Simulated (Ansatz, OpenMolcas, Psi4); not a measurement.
## A ladder of methods for [CF3]+ (SMILES F[C+](F)F)

[CF3]+ has 4 atoms, charge +1, and is taken as a singlet. SMILES: `F[C+](F)F`. The coordinates come from a PBE0-D4/def2-TZVP relaxation.

```xyz
4

F     0.6986   -0.1146    1.0054
C     0.0000    0.0000    0.0000
F    -0.6095   -0.9734   -0.4394
F    -0.0890    1.0880   -0.5660
```

Quantity: the vertical electron affinity (to the doublet neutral), in eV. The values are calculated.

The electron affinity is E(neutral) − E(anion): positive where the electron is bound.

```json
{"level": "HF/def2-SVPD", "kind": "Hartree–Fock", "program": "OpenMolcas", "value (eV)": "7.17", "CPU time (all runs)": "33 s"}
{"level": "SVWN5/def2-SVPD", "kind": "LDA", "program": "OpenMolcas", "value (eV)": "7.32", "CPU time (all runs)": "65 s"}
{"level": "revPBE/def2-SVPD", "kind": "GGA", "program": "OpenMolcas", "value (eV)": "7.05", "CPU time (all runs)": "85 s"}
{"level": "M06-L/def2-SVPD", "kind": "meta-GGA", "program": "Psi4", "value (eV)": "7.04", "CPU time (all runs)": "1.9 min"}
{"level": "M06-2X/def2-SVPD", "kind": "hybrid meta-GGA", "program": "Psi4", "value (eV)": "7.51", "CPU time (all runs)": "2 min"}
{"level": "TPSSh/def2-SVPD", "kind": "hybrid meta-GGA", "program": "Psi4", "value (eV)": "7.29", "CPU time (all runs)": "2.5 min"}
{"level": "wB97X/def2-SVPD", "kind": "range-separated hybrid", "program": "Psi4", "value (eV)": "7.37", "CPU time (all runs)": "85 s"}
{"level": "B2PLYP/def2-SVPD (density fitting for correlation)", "kind": "double hybrid", "program": "Psi4", "value (eV)": "7.23", "CPU time (all runs)": "46 s"}
{"level": "MP2/def2-SVPD", "kind": "perturbation theory", "program": "Psi4", "value (eV)": "6.83", "CPU time (all runs)": "11 s"}
{"level": "FCI/STO-3G", "kind": "exact in the basis", "program": "Ansatz", "value (eV)": "3.13", "CPU time (all runs)": "17 s"}
```

The values span 3.13 to 7.51 eV. High-level rows in very small sets aren't better than simpler rows in larger ones. Times are those of the runs behind each value, whatever else they computed, on shared processors of several kinds: orders of magnitude only.

All methods bind the added electron strongly, as expected for an electron-deficient cation. It enters the out-of-plane π* orbital, mainly carbon 2p with antibonding fluorine lone-pair character, so attachment offsets part of the F→C π donation that stabilises the cation. The vertical value also leaves the neutral in the cation's planar, short-bonded geometry. Because the CF3 radical is pyramidal with longer C–F bonds, the adiabatic affinity must be larger.

The outlier, 3.13 eV from FCI/STO-3G, probably reflects the minimal basis, whose fixed radial functions cannot expand as the charge is neutralised; exact correlation within that space cannot repair this. In def2-SVPD, MP2 lowers the Hartree–Fock value from 7.17 to 6.83 eV, which suggests that correlation favours the π-delocalised cation over the radical, though second order may exaggerate the effect. Exact exchange alone does not order the results: the hybrids lie above revPBE and M06-L, but so does SVWN5, while Hartree–Fock falls below the hybrids. Without a higher-order correlated value in a flexible basis, the most accurate functional cannot be identified.
